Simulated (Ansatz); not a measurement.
# Loss of H2: C2H6Ge → C2H4Ge + H2

Species: C2H6Ge `C=[CH][GeH3]`, singlet; C2H4Ge `C#[C][GeH3]`, singlet; H2, singlet. 

Shapes, held fixed at every level: PBE0-D4/def2-TZVP. Programs: Ansatz 0.2.0. The zero-point and thermal change to 298 K, harmonic and unscaled (PBE0-D4/def2-TZVP), is -26.7 kJ/mol.

(1) Estimate ΔH(298 K) of this reaction.

## Answers

(1) The highest level, CCSD(T)/def2-TZVPP, gives ΔH(298 K) = +148.0 kJ/mol; the levels span +139.3 to +172.6. The column of differences is taken from that level and isn't an error. No measured value is set beside it here. Relativity is left out for Ge unless named. Correlated rows may include outer-core shells of Ge, which these sets cover unevenly. Times are processor times on shared x86 and Arm servers, and rough.

```json
{"level": "B3LYP-D4/def2-TZVPP", "kind": "global hybrid", "ΔH(298 K) (kJ/mol)": "+155.4", "less CCSD(T)/def2-TZVPP": "+7.4", "CPU time (sum over the molecules)": "14 s"}
{"level": "r2SCAN0-D4/def2-TZVPP", "kind": "global hybrid", "ΔH(298 K) (kJ/mol)": "+172.6", "less CCSD(T)/def2-TZVPP": "+24.6", "CPU time (sum over the molecules)": "17 s"}
{"level": "wB97M-V/def2-TZVPP", "kind": "range-separated hybrid", "ΔH(298 K) (kJ/mol)": "+157.1", "less CCSD(T)/def2-TZVPP": "+9.1", "CPU time (sum over the molecules)": "38 s"}
{"level": "B2PLYP/def2-TZVPP", "kind": "double hybrid", "ΔH(298 K) (kJ/mol)": "+145.1", "less CCSD(T)/def2-TZVPP": "-2.9", "CPU time (sum over the molecules)": "19 s"}
{"level": "MP2/def2-TZVPP", "kind": "perturbation theory", "ΔH(298 K) (kJ/mol)": "+139.3", "less CCSD(T)/def2-TZVPP": "-8.7", "CPU time (sum over the molecules)": "–"}
{"level": "CCSD/def2-TZVPP", "kind": "coupled cluster or CI", "ΔH(298 K) (kJ/mol)": "+151.0", "less CCSD(T)/def2-TZVPP": "+3.0", "CPU time (sum over the molecules)": "–"}
{"level": "CCSD(T)/def2-TZVPP", "kind": "coupled cluster or CI", "ΔH(298 K) (kJ/mol)": "+148.0", "less CCSD(T)/def2-TZVPP": "0.0", "CPU time (sum over the molecules)": "3.6 min"}
```

Every level makes the loss of H2 from vinylgermane strongly endothermic, with CCSD(T) at +148.0 kJ/mol. Two C–H σ bonds are given up for H–H and a second C–C π bond, and that π bond is too weak to repay the cost. The parent step from ethylene to acetylene is known to be more endothermic still, so the germyl group appears to favour the alkyne. The probable reason is that electropositive germanium binds more strongly to the more electronegative sp carbon than to sp² carbon.

The sign is therefore secure, but the size is less so. The three hybrids without a perturbative part lie above CCSD(T), r2SCAN0-D4 by as much as 24.6 kJ/mol, while MP2 and B2PLYP fall below it, probably because second-order correlation favours the compact triple bond too much. Release of a gas molecule adds entropy and so favours the products on heating, but the reaction enthalpy doesn't show whether this route could compete with H2 loss at germanium to give a germylene.
